**Anomalous X-ray scattering factors of Ne: hydrogenic and dispersion models**

The table holds f′ and f″ of an isolated Ne atom from 540.7 to 78190 eV, obtained from the Dirac-Hartree-Slater photoeffect with tabulated edges, the dispersion relation and the constant −(Z/82.5)^2.37. The program compares f″ with the screened hydrogenic Stobbe formula, and f′ with a closed form for f″ = S/E² and with the dispersion integral over the table's own f″ plus a fitted L-shell power law. The ratio of f″ to the screened formula runs from 0.95 to 1.19, while the edge energy as hydrogenic scale fails by factors of 1.8 to 2.9. The closed form gives the shape of f′ but fails near the edge, where f′ at 890.7 eV shifts by about −0.06 e per eV of assumed edge energy. The sign change of f′ near 42 to 46 keV comes from the added constant; the integral is a consistency check, since the same relation produced the table.

Anomalous X-ray scattering factors f′ and f″ of an isolated Ne atom (Z = 10) against photon energy, calculated with Radial Dirac-Fock and Kohn-Sham solver 3. f″ is from the Dirac-Hartree-Slater photoeffect with tabulated edges, and f′ from the dispersion relation plus the Kissel-Pratt constant −(Z/82.5)^2.37. Bound-bound lines and fine structure are omitted.

## The fit in Python

```python
# Table: anomalous X-ray scattering factors f', f'' (electrons) of an isolated Ne atom versus photon energy; radial
# atomic solver, Dirac-Hartree-Slater photoeffect, tabulated edges, dispersion relation plus -(Z/82.5)^2.37.
# Tested: screened hydrogenic (Stobbe) K-shell f''; closed-form f' for f''=S/E^2; split of f' by the dispersion integral.
T = {
    'photon_energies': [540.7, 890.7, 1231, 2000, 3294, 4213, 5051, 6404, 8280, 14300, 17480, 24880, 40000, 58950, 78190],  # eV
    'f_prime': [-1.723, -4.459, -0.267, 0.395, 0.328, 0.255, 0.205, 0.149, 0.101, 0.04, 0.027, 0.012, 0.001, -0.003, -0.004],  # e
    'f_double_prime': [0.6159, 4.196, 2.703, 1.219, 0.4965, 0.3115, 0.219, 0.1367, 0.08122, 0.02594, 0.01688, 0.007822, 0.002722, 0.001134, 0.0005973],  # e
}
import numpy as np
from scipy.constants import physical_constants as pc
from scipy.interpolate import CubicSpline
from scipy.optimize import minimize_scalar
E, fp, f2 = (np.array(T[k], float) for k in ('photon_energies', 'f_prime', 'f_double_prime'))
Z, EK = 10, 870.0  # EK: rough recalled Ne K edge in eV
c = -(Z/82.5)**2.37
I0 = pc['Rydberg constant times hc in eV'][0]*(Z-0.3)**2
def stobbe(e, I):
    k = np.sqrt(abs(e/I-1))
    g = np.exp(-4*np.arctan(k)/k)/(1-np.exp(-2*np.pi/k)) if e > I else np.exp(-4*np.arctanh(k)/k)
    return np.pi*128/3*(I/e)**3*g
Ea, fa = E[1:], f2[1:]
st = np.array([stobbe(e, I0) for e in Ea]); su = np.array([stobbe(e, EK) for e in Ea])
sl = np.diff(np.log(fa))/np.diff(np.log(Ea)); ss = np.diff(np.log(st))/np.diff(np.log(Ea))
print(f"c = {c:.4f} e; I0 = Ry(Z-0.3)^2 = {I0:.0f} eV; edge taken as {EK:.0f} eV; f''(890.7)/f''(540.7) = {f2[1]/f2[0]:.2f}")
print("E/eV  E^2f''/1e6eV^2  Stobbe(I0)  table/Stobbe(I0)  table/Stobbe(edge)  slope from previous row: table, Stobbe")
for i, e in enumerate(Ea):
    s = f"{sl[i-1]:.2f} {ss[i-1]:.2f}" if i else "-"
    print(f"{e:7.1f} {e*e*fa[i]/1e6:5.2f} {st[i]:9.4g} {fa[i]/st[i]:6.3f} {fa[i]/su[i]:6.3f}  {s}")
cs = CubicSpline(np.log(Ea), np.log(fa))
def above(x):
    l = np.log(x); lc = np.clip(l, np.log(Ea[0]), np.log(Ea[-1]))
    return np.exp(cs(lc)+cs(lc, 1)*(l-lc))
def grid(a, b, n):
    ed = np.geomspace(a, b, n+1)
    return np.sqrt(ed[1:]*ed[:-1]), np.diff(ed)
def kk(f, a, b, e, n):
    x, dx = grid(a, b, n)
    s = e*f(e) if a < e < b else 0.0
    L = np.log(abs((e+b)/(e-b)))-np.log(abs((e+a)/(e-a)))
    return 2/np.pi*(np.sum((x*f(x)-s)/(e*e-x*x)*dx)+s*L/(2*e))
use = np.arange(len(E)) != 1
def fit(ek):
    x, dx = grid(ek, 1e8, 12000); g = 2/np.pi*np.sum(above(x)/x*dx)
    A = np.array([kk(above, ek, 1e8, e, 12000) for e in E])
    cut = lambda p: ((Z-g)*np.pi*p/(2*f2[0]*E[0]**p)+ek**-p)**(-1/p)
    low = lambda p, es: np.array([kk(lambda y: f2[0]*(E[0]/y)**p, cut(p), ek, e, 2000) for e in es])
    r = minimize_scalar(lambda p: np.sum(((A+low(p, E)+c-fp)[use])**2), bounds=(0.8, 2.4), method='bounded')
    return r.x, cut(r.x), g, A, low
print("edge/eV  L exponent  cutoff/eV  strength above edge/e  rms of 14 rows/e  f' at 890.7 (row not fitted), residual")
for ek in (864.0, 867.0, 873.0, EK):
    p, ec, g, A, low = fit(ek); B = low(p, E); m = A+B+c
    print(f"{ek:.0f} {p:5.2f} {ec:5.0f} {g:5.2f} {np.sqrt(np.mean((m-fp)[use]**2)):.4f} {m[1]:7.3f} {m[1]-fp[1]:+.3f}")
S = np.exp(np.mean(np.log((E*E*f2)[3:])))
cf = S/(np.pi*E*E)*np.log(abs(E*E/EK**2-1))+c
print(f"closed form: S = {S/1e6:.2f}e6 eV^2 (rows from 2000 eV); zero near {2**.5*EK:.0f} eV, maximum near {4.591**.5*EK:.0f} eV")
print("E/eV  f'-c  closed form, residual | integral: above edge, below edge, sum with c, residual | (f'-c)/f'' +- rounding")
for i, e in enumerate(E):
    print(f"{e:7.1f} {fp[i]-c:7.4f} {cf[i]:7.4f} {cf[i]-fp[i]:+.4f} | {A[i]:7.4f} {B[i]:6.4f} {m[i]:7.4f} {m[i]-fp[i]:+.4f} | {(fp[i]-c)/f2[i]:5.2f} +-{0.0005/f2[i]:.2f}")
eg = np.geomspace(951.3, 76543.0, 250)
mg = np.array([kk(above, EK, 1e8, e, 12000) for e in eg])+low(p, eg)+c
z = [f"{np.sqrt(eg[i]*eg[i+1]):.0f}" for i in range(len(eg)-1) if mg[i]*mg[i+1] < 0]
print(f"integral: zeros near {', '.join(z)} eV (grid step 2%); maximum {mg.max():.3f} e near {eg[mg.argmax()]:.0f} eV")
x0 = lambda d: E[12]*(E[13]/E[12])**((fp[12]+d)/(fp[12]-fp[13]))
print(f"rounding of f' is 0.0005 e; table zero in ln E, shifted by that: {x0(-0.0005):.0f} to {x0(0.0005):.0f} eV")
Lk, L1 = f2[0]*(E[0]/EK)**p, f2[0]*(E[0]/E[1])**p
J = float(above(EK))-Lk
print(f"extrapolated to edge: f'' below {Lk:.2f}, step {J:.2f} e; (table-L)/Stobbe at 890.7 = {(f2[1]-L1)/st[0]:.2f}")
print(f"log-term sensitivity at 890.7: -step/(pi*(E-edge)) = {-J/(np.pi*(E[1]-EK)):.3f} e per eV of edge shift")
assert f2[1] > 5*f2[0] and np.all(np.diff(sl) < 0) and sl.min() > -2.5
assert np.all(fp[-2:] < 0) and np.all(fp[3:]-c > 0)
assert fp.argmax() == 3 and fp.argmin() == 1 and np.all(fp[:3] < 0)
```

Output:

```
c = -0.0067 e; I0 = Ry(Z-0.3)^2 = 1280 eV; edge taken as 870 eV; f''(890.7)/f''(540.7) = 6.81
E/eV  E^2f''/1e6eV^2  Stobbe(I0)  table/Stobbe(I0)  table/Stobbe(edge)  slope from previous row: table, Stobbe
  890.7  3.33     4.417  0.950  1.778  -
 1231.0  4.10      2.62  1.032  1.996  -1.36 -1.61
 2000.0  4.88     1.136  1.073  2.178  -1.64 -1.72
 3294.0  5.39    0.4523  1.098  2.324  -1.80 -1.85
 4213.0  5.53    0.2815  1.107  2.385  -1.89 -1.93
 5051.0  5.59    0.1969  1.112  2.426  -1.94 -1.97
 6404.0  5.61    0.1223  1.118  2.476  -1.99 -2.01
 8280.0  5.57   0.07225  1.124  2.528  -2.03 -2.05
14300.0  5.30   0.02281  1.137  2.633  -2.09 -2.11
17480.0  5.16   0.01478  1.142  2.670  -2.14 -2.16
24880.0  4.84  0.006805  1.149  2.728  -2.18 -2.20
40000.0  4.36  0.002346  1.160  2.804  -2.22 -2.24
58950.0  3.94 0.0009672  1.173  2.870  -2.26 -2.29
78190.0  3.65 0.0005031  1.187  2.930  -2.27 -2.31
edge/eV  L exponent  cutoff/eV  strength above edge/e  rms of 14 rows/e  f' at 890.7 (row not fitted), residual
864  1.46    51  1.79 0.0021  -3.911 +0.548
867  1.43    50  1.78 0.0038  -4.063 +0.396
873  1.38    47  1.76 0.0090  -4.432 +0.027
870  1.41    48  1.77 0.0063  -4.234 +0.225
closed form: S = 4.94e6 eV^2 (rows from 2000 eV); zero near 1230 eV, maximum near 1864 eV
E/eV  f'-c  closed form, residual | integral: above edge, below edge, sum with c, residual | (f'-c)/f'' +- rounding
  540.7 -1.7163 -2.6315 -0.9085 | -2.1870 0.4730 -1.7208 +0.0022 | -2.79 +-0.00
  890.7 -4.4523 -6.0169 -1.5579 | -4.7537 0.5262 -4.2343 +0.2247 | -1.06 +-0.00
 1231.0 -0.2603 -0.0046 +0.2624 | -0.4503 0.1666 -0.2905 -0.0235 | -0.10 +-0.00
 2000.0  0.4017  0.5651 +0.1701 |  0.3476 0.0557  0.3966 +0.0016 |  0.33 +-0.00
 3294.0  0.3347  0.3685 +0.0405 |  0.3146 0.0198  0.3276 -0.0004 |  0.67 +-0.00
 4213.0  0.2617  0.2688 +0.0138 |  0.2499 0.0120  0.2551 +0.0001 |  0.84 +-0.00
 5051.0  0.2117  0.2081 +0.0031 |  0.2034 0.0083  0.2050 -0.0000 |  0.97 +-0.00
 6404.0  0.1557  0.1456 -0.0034 |  0.1504 0.0052  0.1488 -0.0002 |  1.14 +-0.00
 8280.0  0.1077  0.0963 -0.0047 |  0.1051 0.0031  0.1015 +0.0005 |  1.33 +-0.01
14300.0  0.0467  0.0363 -0.0037 |  0.0456 0.0010  0.0399 -0.0001 |  1.80 +-0.02
17480.0  0.0337  0.0241 -0.0029 |  0.0329 0.0007  0.0269 -0.0001 |  2.00 +-0.03
24880.0  0.0187  0.0103 -0.0017 |  0.0182 0.0003  0.0118 -0.0002 |  2.39 +-0.06
40000.0  0.0077  0.0008 -0.0002 |  0.0079 0.0001  0.0013 +0.0003 |  2.84 +-0.18
58950.0  0.0037 -0.0029 +0.0001 |  0.0040 0.0001 -0.0027 +0.0003 |  3.29 +-0.44
78190.0  0.0027 -0.0044 -0.0004 |  0.0024 0.0000 -0.0043 -0.0003 |  4.57 +-0.84
integral: zeros near 1365, 43938 eV (grid step 2%); maximum 0.405 e near 2216 eV
rounding of f' is 0.0005 e; table zero in ln E, shifted by that: 41987 to 46261 eV
extrapolated to edge: f'' below 0.32, step 4.00 e; (table-L)/Stobbe at 890.7 = 0.88
log-term sensitivity at 890.7: -step/(pi*(E-edge)) = -0.062 e per eV of edge shift
```
